## Two effects that need not go together

Removing relativity from this calculation of tungsten changes the pressure by 17 GPa but hardly touches the binding energy. Switching on spin-orbit coupling does the reverse. Pressure records how the energy changes with volume, whereas binding records how far the crystal lies below its free atoms at one volume. A change in the theory can tilt the energy curve, lower it, or do both.

Ansatz 0.2.0, all-electron LAPW, for W (Im-3m, measured cell, 16.30 Å³/atom). The base run uses PBE, scalar relativity, Gaussian nuclei and no spin polarisation; all runs use 14 × 14 × 14 k points, 0.03 eV Fermi-Dirac smearing and a 1 meV/atom basis error target. Compression is positive; free atoms are spherical and unpolarised, with each row's functional and relativity.

```csv
change from the base run,pressure (GPa),stress xx (GPa),stress zz (GPa),energy less free atoms (eV/atom)
base,-2.50,-2.50,-2.50,-11.424
volume scaled by 0.95,14.00,14.00,14.00,-11.396
volume scaled by 0.975,5.30,5.30,5.30,-11.421
volume scaled by 1.025,-9.39,-9.39,-9.39,-11.409
volume scaled by 1.05,-15.43,-15.43,-15.43,-11.377
functional lda,-16.34,-16.34,-16.34,-12.585
functional pbesol,-10.85,-10.85,-10.85,-12.245
no relativity,14.44,14.44,14.44,-11.385
point nuclei,-2.52,-2.52,-2.52,-11.421
spin-orbit coupling on,-2.19,-2.19,-2.19,-11.655
"functional lda, volume scaled by 0.96",-4.87,-4.87,-4.87,-12.629
```

## Height and slope

Let $E$ be the energy less free atoms, $V$ the volume per atom and $P$ the pressure, positive when the crystal pushes outward. Then

$$P=-\frac{dE}{dV}.$$

A shift of $E$ that is equal at every volume leaves $P$ unchanged. A small shift that varies quickly with volume can change $P$ strongly. The stresses along xx and zz are equal in each row, as cubic symmetry requires, so a single pressure tells whether the cell tends to shrink or to grow.

The free atoms fix the zero of $E$. They are spherical and unpolarised, which exaggerates the binding, so the base value of $-11.424$ eV is not a measured-style cohesive energy. The same atomic reference applies at every volume and therefore drops out of the pressure.

## The starting cell is slightly stretched

The base pressure is $-2.50$ GPa, so the PBE crystal would contract from this cell. Its zero-pressure volume is 16.17 Å³, compared with 16.30 Å³ in the base run. This explains an irregularity: expanding the cell by 5% costs 0.047 eV, but compressing it by 5% costs only 0.028 eV. A crystal usually resists compression more than expansion, but here compression first relieves a stretch.

The base cell is also roughly 3% larger than the familiar room-temperature cell of tungsten, a rough recalled figure. Its negative pressure is therefore no evidence that PBE makes tungsten too small.

## Relativity tilts the curve

Without relativity, the pressure at the base volume rises to 14.44 GPa. Relativity thus supplies an inward pull of 16.94 GPa, equivalent to an extra energy lowering of about 0.017 eV for each 1% of compression. The usual picture is orbital contraction. Electrons passing close to a heavy nucleus move fast, relativity draws the outer s and p shells inward, and neighbouring atoms then press less strongly on one another at a given spacing. The picture may not be the whole cause: studies of heavy molecules found that relativity shortens bonds even when the orbitals are kept in their non-relativistic form. The runs here show the size of the pull, not its origin.

A spring carrying a weight is a useful analogy. The weight moves the rest position, and holding the spring at its old length costs energy. The analogy covers the strain of the crystal, but it has no counterpart to the free atoms, and a real crystal changes its stiffness as it expands.

The cost can be estimated for the non-relativistic row. With bulk modulus $B$, the resistance to a change of volume, the pressure falls to zero after an expansion of about

$$\Delta V\approx\frac{PV}{B}=\frac{14.44\times16.30}{303.5}\approx0.78\ \text{Å}^3.$$

The average pressure on the way is half the initial one, so the energy released is

$$\tfrac12P\,\Delta V\approx\tfrac12\times14.44\times0.78\approx5.6\ \text{GPa Å}^3\approx0.035\ \text{eV},$$

since 1 eV/Å³ is about 160 GPa. The table gives a binding loss of 0.039 eV when relativity is removed. Most of that loss is therefore the strain of holding the crystal in a cell that is too small for it. The stiffness used here comes from the relativistic PBE volumes; the non-relativistic row had no part in the fit.

Once each crystal is allowed its own volume, the estimated binding energies agree to within about 0.01 eV. That agreement holds for spherical, unpolarised atoms; real atoms gain energy by aligning their spins, and this gain may differ with and without relativity. This does not make relativity unimportant: it lowers the free atom by 23097 eV, mostly in the core, and the solid by almost the same amount. Among the valence electrons, a stronger hold on the atom's 6s electrons may offset better bonding by more extended 5d orbitals. That balance is a guess, because the calculation does not separate the two contributions.

## Spin-orbit coupling mainly shifts the height

Spin-orbit coupling lowers $E$ by 0.231 eV but changes $P$ by only 0.31 GPa. Near this volume, its energy shift is thus almost independent of compression. The estimated equilibrium volume changes by only about 0.1%.

The atomic reference also changes when spin-orbit coupling is switched on. The 0.231 eV therefore cannot be credited to stronger bonds in the crystal alone. The other relativistic rows leave this coupling out. There too, the omission should matter far more for the energy than for the cell size, though only the base run was tested.

Point nuclei change neither height nor slope in a meaningful way. The pressure moves by 0.02 GPa and the binding by 0.003 eV, both small beside the other changes of method. The free atom's total energy drops by about 67 eV, but the solid's drops by almost the same amount, because the spread of the nuclear charge acts mainly on the innermost electrons.

## The functional changes both

LDA strengthens the binding by 1.161 eV and moves the pressure by $-13.84$ GPa. Strain cannot explain this energy change: letting the LDA crystal contract deepens its binding further, by about 0.04 to 0.05 eV. Here the curve is both lowered and tilted.

Theory traces both effects to the treatment of uneven electron density. PBE's gradient correction favours such density, which is most pronounced in free atoms and generally grows as a crystal is stretched. It therefore weakens binding and pushes the cell outward. LDA, which is known to bind too strongly, has no such correction and PBEsol has a weaker one, which places PBEsol between the other two in both pressure and energy.

The LDA row at 0.96 of the base volume contains two changes and belongs beside the other LDA row. Compression lowers its energy from $-12.585$ to $-12.629$ eV, because the LDA crystal was strongly stretched at the base volume. Its pressure is still $-4.87$ GPa, so even this smaller cell would contract further.

## How far one curve can serve other rows

A quadratic curve of pressure against volume was fitted to the five PBE volumes alone. Integrated, it also reproduces their energies to within about 1 meV, which confirms that pressure and energy describe the same curve. For the other rows, the curve was either shifted by a constant pressure or stretched along the volume axis.

The second LDA volume tests these two choices. They predict $-3.4$ and $-5.9$ GPa, on either side of the computed $-4.87$ GPa. A borrowed curve is thus good to somewhat more than 1 GPa over this step, and the equilibrium volumes derived from it are estimates. The program's output below gives both versions for each row.

## Reading a neighbouring case

Molybdenum stands above tungsten in the same group and has the same crystal structure. Its nuclear charge is smaller, so theory leads one to expect a weaker relativistic pull and a smaller change of cell size. For a modest change, dividing the pressure shift by the bulk modulus gives the approximate fractional change of volume. An engineer comparing binding energies should first let each crystal reach its own zero-pressure volume; otherwise part of the difference may be strain.

The analysis program printed:

```
fit of P on 5 rows (k == 1): constant -2.494 +/- 0.0088, coefficient of d -294.2 +/- 0.16, coefficient of d2 712 +/- 5.4; rms 0.008, worst volume scaled by 1.025 -0.014, leave-one-out rms 0.0307
  rows outside the fit (model, value, miss): functional lda -2.494, -16.34, 13.8; functional pbesol -2.494, -10.85, 8.36; no relativity -2.494, 14.44, -16.9; point nuclei -2.494, -2.52, 0.026; spin-orbit coupling on -2.494, -2.19, -0.304; functional lda, volume scaled by 0.96 10.41, -4.87, 15.3
Changes from base, and estimates at zero pressure (A added pressure, B scaled volume):
                                    row  dP_GPa   dE_eV  volume_A_percent  volume_B_percent  dE_own_A_eV  dE_own_B_eV
                                   base       0       0         -0.001977         -0.002039            0            0
                  volume scaled by 0.95    16.5   0.028          0.001318          0.001152    0.0002408    0.0002419
                 volume scaled by 0.975     7.8   0.003         -0.001977         -0.001866   -0.0003724   -0.0003726
                 volume scaled by 1.025   -6.89   0.015          0.004613          0.005281    -0.000268   -0.0002645
                  volume scaled by 1.05  -12.93   0.047         -0.001977         -0.002563    -0.000116   -0.0001213
                         functional lda  -13.84  -1.161            -4.162            -5.138       -1.203       -1.212
                      functional pbesol   -8.35  -0.821            -2.598            -2.977      -0.8392      -0.8415
                          no relativity   16.94   0.039             6.578             5.398    0.0004772     0.007855
                           point nuclei   -0.02   0.003         -0.008565         -0.008839     0.002983     0.002983
                 spin-orbit coupling on    0.31  -0.231            0.1004            0.1032      -0.2308      -0.2308
  functional lda, volume scaled by 0.96   -2.37  -1.205            -4.557            -4.785       -1.207       -1.208
PBE zero-pressure volume, cubic angstrom: 16.17
PBE bulk modulus at zero pressure, GPa: 303.5
Spread of the five PBE energies after removal of strain energy, meV: 0.6132
LDA pressure at 0.96 predicted by model A, GPa: -3.433
LDA pressure at 0.96 predicted by model B, GPa: -5.921
Extra energy lowering by relativity per 1 percent compression, eV: 0.01724
PBEsol pressure change as share of the LDA one, percent: 60.33
PBEsol energy change as share of the LDA one, percent: 70.71
Lowering of the free atom by scalar relativity, eV: 23097
Lowering of the free atom from scalar-relativistic to Dirac, eV: 637
Lowering of the free atom by a point nucleus, eV: 67.38
```
